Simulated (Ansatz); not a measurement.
## Ti5Si (R32), a film clamped to a substrate

Level of theory: DFT PBE, scalar-relativistic, plane waves, PAW (Ansatz). Cutoff 420 eV, Γ-centred 12×12×12 k-points, Gaussian smearing of 0.15 eV. No spin polarisation. Energies are free energies at this smearing, counted from the undisturbed cell; pressure is positive in compression.

The starting cell (relaxed at this level; it needn't be the usual structure):

```xyz
6
Lattice="2.5242 1.4574 4.4384 -2.5242 1.4574 4.4384 0.0000 -2.9147 4.4384" Properties=species:S:1:pos:R:3 pbc="T T T"
Ti    0.0000    0.0000    2.0154
Ti    0.5278    1.4574    4.4384
Ti   -1.5260   -0.2716    4.4384
Ti    0.0000    0.0000   11.2997
Ti    0.9982   -1.1858    4.4384
Si    0.0000    0.0000    6.6575
```

The cell (6 atoms, V0 = 97.97 Å³) is strained by p along both x and y and by q along z, fractional coordinates fixed. τp = (1/V0) ∂E/∂p = (σxx + σyy)(1 + p)(1 + q) and τq = (1/V0) ∂E/∂q = σzz(1 + p)², with tension positive.

| p | q | ΔE (meV/atom) | τp (GPa) | τq (GPa) |
| --- | --- | --- | --- | --- |
| 0.000 | 0.000 | 0.00 | -0.02 | -0.01 |
| -0.050 | 0.000 | 77.17 | -31.97 | -9.11 |
| 0.050 | 0.000 | 61.01 | 22.54 | 7.71 |
| 0.000 | -0.050 | 33.26 | -9.57 | -13.56 |
| 0.000 | 0.050 | 27.86 | 7.35 | 10.41 |

**Question.** Get the second derivatives of the energy density.

**Answer.** Central differences give A = ∂τp/∂p = 545 GPa (C11 + C22 + 2 C12), C = ∂τq/∂q = 240 GPa (C33) and the cross term B = ∂τq/∂p = 168 GPa (C13 + C23); ∂τp/∂q = 169 GPa must equal B, and any difference shows higher-order terms. Steps this large leave an error of some per cent of A or C in all of these, which can swamp a small B. The ions are clamped.

**Question.** A film of this crystal grows with z along the normal on a substrate that imposes p. How does its thickness respond, and what does the misfit cost?

**Answer.** Count p and q from the stress-free cell. A free surface needs τq = 0, so q = −(B/C) p = -0.70 p. The energy density left is (A − B²/C) p²/2 = M p², with the biaxial modulus M = 214 GPa; a misfit of 1 % costs 2.18 meV/atom, against 2.78 meV/atom if the thickness were held.

At p = -0.050 the energies along q are 163.0 (q = -0.050), 109.8 (q = -0.025), 77.2 (q = 0.000), 62.5 (q = 0.025), 63.3 (q = 0.050) meV/atom.

**Question.** Does the linear rule hold at this misfit?

**Answer.** A parabola through the lowest point and its neighbours has its minimum at q = 0.036, 61.0 meV/atom. With the stress left in the starting cell, τp0 and τq0, linear elasticity gives q = −(τq0 + Bp)/C = 0.035 and E = V0(τp0 p + τq0 q + Ap²/2 + Bpq + Cq²/2)/N = 54.5 meV/atom. The energies differ by more than a tenth, so the quadratic law fails here: the gap holds the anharmonic part, with some error from the wide steps. Cubic terms also shift the vertex of so wide a parabola.

Forces appear on the atoms along this scan, and letting them relax would lower the energy and soften the response. In a metal these slopes depend on the k mesh and the smearing.

Compression costs more than equal stretching along both strain directions: 77.17 against 61.01 meV/atom in the plane, 33.26 against 27.86 meV/atom along z. This is the usual asymmetry of cohesion, as overlap repulsion steepens when atoms approach while the attraction weakens when they separate. The quadratic law therefore underestimates the cost of the compressed film, and would probably overestimate it for a film under equal tension.

The thickness response of -0.70 p recovers only part of the area change, so the film doesn't keep its volume. Expansion along z relieves some of the compression of the inclined Ti–Si and Ti–Ti contacts, but can't restore the short Ti–Ti contacts lying within the layers. Those layers form a twisted, corner-sharing triangular net, so ionic relaxation could probably absorb part of the in-plane strain by rotating the triangles rather than shortening their edges. The positive biaxial modulus shows resistance to this one strain path, not stability against shear or decomposition into other Ti–Si phases.
